The band gap of wurtzite ZnO, computed with HSE06, falls by 0.19 eV for each cubic ångström per atom that the crystal gains. With one reference gap, this single slope reproduces every gap in the table to about 3 meV. In handier terms, 1 % more volume costs about 0.02 eV of gap, and 1 % more bond length, which is about 3 % more volume, costs about 0.07 eV. These rounded percentages suit small changes only: for the smallest cell they give 0.23 and 0.28 eV of opening where the table has 0.26 eV.

Wurtzite ZnO under uniform (hydrostatic) strain, computed with Ansatz 0.2.0 using HSE06, plane waves and PAW potentials, without spin polarisation or spin–orbit coupling. The cutoff is 420 eV and the k mesh 6×6×4; the strained cells derive from an r2SCAN geometry, with the atomic positions relaxed in r2SCAN.

| volume (Å³/atom) | c/a | shortest distance (Å) | band gap (eV) | least direct gap (eV) |
| --- | --- | --- | --- | --- |
| 10.448 | 1.6106 | 1.892 | 2.792 | 2.792 |
| 10.778 | 1.6106 | 1.911 | 2.729 | 2.729 |
| 11.115 | 1.6106 | 1.931 | 2.664 | 2.664 |
| 11.459 | 1.6106 | 1.951 | 2.599 | 2.599 |
| 11.809 | 1.6107 | 1.970 | 2.532 | 2.532 |
| 12.167 | 1.6106 | 1.990 | 2.465 | 2.465 |
| 12.532 | 1.6107 | 2.010 | 2.396 | 2.396 |
| 12.717 | 1.6106 | 2.020 | 2.361 | 2.361 |
| 12.904 | 1.6106 | 2.029 | 2.326 | 2.326 |
| 12.987 | 1.6106 | 2.034 | 2.311 | 2.311 |
| 13.284 | 1.6106 | 2.049 | 2.255 | 2.255 |

**What happens**

The cell is scaled uniformly, so the ratio c/a of its height to its base edge stays fixed while all Zn–O bonds stretch together. The starting cell and the atomic positions inside each strained cell come from the r2SCAN functional; HSE06 supplies the levels. The band gap falls at every step, from 2.79 to 2.26 eV. It equals the least direct gap in every row: the highest filled and the lowest empty level both stay at Γ, the centre of the Brillouin zone. The same pair of levels is therefore compared throughout, which is what makes a simple rule possible.

**Why the gap opens on compression**

Standard bonding theory accounts for the direction. The orbital character of the two levels was not analysed here, so what follows is the expected picture rather than a computed one. The lowest empty level is built from Zn 4s orbitals mixed out of phase with O 2s, so it is antibonding. Pushing the atoms together strengthens the overlap and drives such a level up. The highest filled level, mainly O 2p, gains less, and the gap widens.

The filled level does not stand still, however. Zinc has a full 3d shell below the O 2p levels, and the two repel each other. Compression is expected to strengthen this repulsion and push the valence top up as well, which takes back part of the opening.

The same reasoning helps with a neighbouring crystal, provided one first asks which levels form the gap. In GaAs the lowest empty level is also an antibonding s-like state at Γ, and its gap also opens under pressure. In silicon the lowest empty level lies far from Γ and has a different character, and the gap shrinks under pressure, by a recalled amount per GPa similar in size to the opening computed here for ZnO. The sign of the slope thus belongs to the pair of levels, not to compression as such.

**The rule and two worked rows**

Over a modest range, a smooth quantity can be replaced by its tangent. Take the cell at 11.809 Å³/atom as the reference and obtain the slope from its two neighbours, at 11.459 and 12.167 Å³/atom:

$$\frac{2.465-2.599}{12.167-11.459}\approx-0.19\ \text{eV per Å}^3\text{/atom}$$

With $E_g$ for the band gap in eV and $V$ for the volume in Å³/atom, the rule reads

$$E_g \approx 2.532-0.19\,(V-11.809)$$

The two end rows are the hardest test, because they lie furthest from the reference and had no part in setting the slope. The smallest cell has $V=10.448$, which is 1.361 below the reference:

$$E_g\approx 2.532+0.19\times1.361=2.791\ \text{eV}$$

The calculation gives 2.792 eV. The largest cell has $V=13.284$, which is 1.475 above the reference:

$$E_g\approx 2.532-0.19\times1.475=2.252\ \text{eV}$$

Here the calculation gives 2.255 eV.

**How good it is, and what that means**

An error of 3 meV is small beside the 0.54 eV by which the gap changes over the table. Two other forms with the same reference and the same neighbours do less well at the ends. A gap that changes in proportion to the logarithm of the volume, which means a constant deformation potential, is off by up to 14 meV. One whose change is proportional to the change in the inverse square of the bond length, a simple estimate for the coupling between orbitals, is off by up to 25 meV. The printed analysis after this text lists the three forms row by row.

Both rivals err in the same direction: they make the gap too large at either end. They expect the opening per cubic ångström to speed up as the cell shrinks, and the computed gap shows hardly any of this. A possible reason is the repulsion between O 2p and Zn 3d. Simple tight-binding scaling expects it to grow much more steeply on compression than the antibonding push on the empty level, roughly as the inverse seventh power of the bond length against the inverse square, and such a term would hold the opening back more and more as the cell shrinks. This is untested here, and the straight line in volume is best treated as a convenient description of this crystal rather than a law.

**Where the rule stops**

Do not replace volume by pressure in the rule. Between the reference and the smallest cell the gap changes by about 0.011 eV per GPa, but between the reference and the largest cell, which is under tension (negative pressure), by about 0.020 eV per GPa. The runs warn that their thresholds are loose for stresses, so these pressures are approximate, but the total energies at the different volumes imply nearly the same pressures, and the contrast stands. The crystal stiffens as it is squeezed, so each further GPa buys less change in volume and hence less change in gap. If a pressure is what you know, convert it to a volume first. The runs supply the pairs: about 1.7 GPa at the reference itself, which is thus not the zero-pressure cell of HSE06, 6.5 GPa at 11.459 and 12.1 GPa at 11.115 Å³/atom.

Structure sets a second limit. In the same calculations the three smallest cells are at pressures above 12 GPa, whereas real ZnO turns to the rocksalt structure near 10 GPa. These rows describe wurtzite that is compressed beyond its stable range. Rocksalt ZnO, with six neighbours around each atom instead of four, needs its own reference and its own slope.

The rule also assumes that all directions scale alike. A thin film held by its substrate is stretched in the plane and free to relax across it, so its c/a changes, and volume alone no longer fixes the gap. Heating is different again: besides expanding the crystal, it makes the atoms vibrate more strongly, and that shifts the gap even at constant volume.

**What to do about the absolute value**

Agreement with the table is not agreement with a measured sample. The measured gap is roughly 3.4 eV, a recalled value, so HSE06 falls short by about 0.9 eV at the reference volume. The calculation holds the atoms still, whereas vibrations lower the real gap; including them would widen the disagreement. Volume cannot close it either, since even the smallest cell reaches only 2.792 eV. The shortfall most likely lies mainly with the functional, which is known to leave the Zn 3d shell too shallow and the gap of ZnO too small; the cutoff and the potentials were not varied here.

It is tempting to keep the slope and simply start from the measured gap. That removes most of the offset, but the slope may be too weak as well. Around the reference the calculation gives about 0.015 eV per GPa, while the measured response is, as roughly recalled, nearer 0.025 eV per GPa. Use the rule to predict what this level of theory would give at another volume; for a real sample, treat the shift as a likely underestimate and calibrate it against a measurement.

Printed output of the fit:

```
slope from the two neighbours, eV per Å³/atom: -0.1893
gap change for 1 % more volume, eV: -0.02235
deformation potential from the two neighbours, eV per unit ln V: -2.235
smallest cell, volume less reference, Å³/atom: -1.361
smallest cell, gap by the hand rule, eV: 2.791
largest cell, volume less reference, Å³/atom: 1.475
largest cell, gap by the hand rule, eV: 2.252
Estimate less computed gap:
     row  hand rule eV  hand rule miss meV  ln V miss meV  inverse square miss meV
  10.448         2.791               -1.41          13.69                    25.14
  10.778         2.728               -1.11           7.19                    13.51
  11.115         2.664               -0.14          3.373                    6.124
  11.459         2.599                -0.5         0.2471                   0.9165
  11.809         2.532                   0              0                        0
  12.167         2.464               -1.02         0.2471                   0.9165
  12.532         2.395               -1.37          3.181                    5.796
  12.717         2.359               -1.52          5.427                    9.472
  12.904         2.324               -2.05          7.799                    13.57
  12.987         2.308               -2.82          8.469                    15.09
  13.284         2.252               -3.25          13.93                    24.02
largest miss of the hand rule, meV: 3.25
largest miss with the unrounded slope, meV: 2.41
largest miss of the ln V form, meV: 13.93
largest miss of the inverse square form, meV: 25.14
gap rise per GPa from reference to smallest cell, eV/GPa: 0.01074
gap fall per GPa from reference to largest cell, eV/GPa: 0.01993
gap slope between the two neighbours, eV/GPa: 0.01467
shortfall of the reference gap against a recalled 3.4 eV, eV: 0.868
```
